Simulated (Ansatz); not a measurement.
# From C to Sn: the atomisation energy (no zero-point term)

One atom is swapped for its congeners: C3H8 (propane) `CCC`; C2H8Si `CC[SiH3]`; C2H8Ge (ethylgermane) `C[CH2][GeH3]`; C2H8Sn `C[CH2][SnH3]`. All are singlets with charge 0.

Shapes, held fixed at every level: PBE0-D4/def2-TZVP. Programs: Ansatz 0.2.0. Values in eV.

| level | C3H8 | C2H8Ge | C2H8Sn |
| --- | --- | --- | --- |
| wB97M-V/def2-TZVPP | 43.75 | 38.55 | 37.02 |
| wB97X-V/def2-TZVPP | 43.68 | 38.73 | 37.17 |
| B2PLYP/def2-TZVPP | 43.33 | 38.21 | 36.54 |
| MP2/def2-SVP | 42.09 | 36.79 | 35.03 |
| CCSD/def2-TZVPP | 42.43 | 37.67 | 36.04 |
| CCSD(T)/def2-TZVPP | 42.83 | 38.03 | 36.42 |

(1) Estimate the column for C2H8Si from its neighbours.

## Answers

(1) The mean of the neighbours at CCSD(T)/def2-TZVPP is 40.43 eV, against 39.12 from the run: the member lies nearer Ge. All rows: wB97M-V/def2-TZVPP 39.99; wB97X-V/def2-TZVPP 40.04; B2PLYP/def2-TZVPP 39.52; MP2/def2-SVP 37.96; CCSD/def2-TZVPP 38.79; CCSD(T)/def2-TZVPP 39.12 eV. At CCSD(T)/def2-TZVPP the atomisation energy falls at every step, from 42.83 to 36.42 eV. Every level shows the same order. For atoms past krypton def2 sets carry core potentials with scalar relativity. Relativity is left out for Ge unless named. Correlated rows may include outer-core shells of Ge, Sn, which these sets cover unevenly. Spin-orbit coupling, which grows down the group, is left out (summed over each molecule's free atoms 0.01, 0.03, 0.13, 0.31 eV).

Replacing a terminal carbon of propane by a heavier congener weakens the total binding at every level, but not evenly: the largest loss comes between C and Si, while Si and Ge lie close together. This is why interpolation overshoots for the silane. The ethyl group stays essentially the same, so the trend reflects mainly one C–X and three X–H bonds. Carbon's compact 2s and 2p shells are similar in extent and overlap well with their partners. From Si onward the valence p orbitals are more diffuse and hybridise less effectively with s, which outweighs the gain from bond polarity. The filled 3d shell of Ge screens the nuclear charge poorly, keeping the atom near Si in size; Sn then expands again.

Perturbative triples raise all four energies by similar amounts, so the ordering does not hinge on them. The CCSD(T) totals lie below those of the functionals, probably because pair correlation converges slowly with basis size, and are thus no benchmark for absolute values. The totals alone do not separate C–X from X–H bond strengths.
